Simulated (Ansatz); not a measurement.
**Correcting a cheap level on molecular compounds of Nb**

The vertical ionisation energy (cation less neutral) in eV of 8 molecular compounds of Nb: x at B3LYP-D4/def2-TZVPP, y at CCSD(T)/def2-TZVPP. Shapes, held fixed at every level: PBE0-D4/def2-TZVP. Flexible molecules stand in one conformer, not always the lowest. Programs: Ansatz 0.2.0.

| molecule | x (eV) | y (eV) |
| --- | --- | --- |
| C2H10NNbO4 (SMILES C[N](C)[Nb]([OH])([OH])([OH])[OH]) | 8.41 | 8.50 |
| C2H8FN2Nb (SMILES C[N]=[Nb]([CH3])([NH2])[F]) | 9.01 | 9.35 |
| C2H8ClN2Nb (SMILES C[N]=[Nb]([CH3])([NH2])[Cl]) | 9.04 | 9.40 |
| C3H9F3NNbO (SMILES C[O][Nb]([F])([F])([F])[N](C)C) | 9.35 | 9.48 |
| C3H10NNbO3 (SMILES C[O][Nb](=[NH])([O]C)[O]C) | 9.38 | 9.63 |
| Nb(NH2)(OH)2O | 10.15 | ? |
| NbCl5 (niobium pentachloride) | 10.84 | 11.19 |
| Nb(OH)3F2 | 11.66 | 11.97 |

Question: Fit y = c + s·x to the known rows and predict y for Nb(NH2)(OH)2O.

Answer: 
1. Means of the 7 rows: x = 9.6700, y = 9.931.
2. Σ(Δx)² = 7.9356, Σ(Δx·Δy) = 8.2833, so the slope is 8.2833/7.9356 = 1.0438.
3. Intercept: 9.931 − (1.0438) × 9.6700 = -0.163. The largest residual of the fit is 0.13.
4. Nb(NH2)(OH)2O: -0.163 + 1.0438 × 10.15 = 10.43 eV.

CCSD(T)/def2-TZVPP gives 10.16 eV, so the prediction is off by +0.27 eV, more than the largest residual. Uncorrected, B3LYP-D4/def2-TZVPP misses Nb(NH2)(OH)2O by -0.01 eV, and the other rows by 0.26 on average. The line makes this one worse. Left out in turn, the other rows are missed by 0.11 eV on average, so much of the error is systematic among these molecules. Cations run unrestricted. For atoms past krypton def2 sets carry core potentials with scalar relativity. Outer-core shells of Nb are correlated, in sets that cover them unevenly.

B3LYP lies below CCSD(T) for every molecule, but the gap doesn't simply grow with the ionisation energy. It is small for the two dimethylamides and almost vanishes for Nb(NH2)(OH)2O, while the imido compounds, NbCl5 and Nb(OH)3F2 need a clearly larger correction. All eight are formally d0 Nb(V), so the electron must come from ligand-based orbitals. In the simple amides this is probably the nitrogen lone pair, which the fluorides stabilise inductively, in line with the rise from 8.50 to 9.48 eV between the two dimethylamides. The imido compounds that also carry NH2 break a plain amide rule, perhaps because their hole sits largely in Nb–N π or Nb–C σ orbitals. This suggests that the correction follows the character of the hole, which a line in the energy alone cannot capture. The failure for the oxo amide therefore speaks against one correction for all Nb(V) ligand sets, though orbital or spin densities would be needed to confirm the assignment.
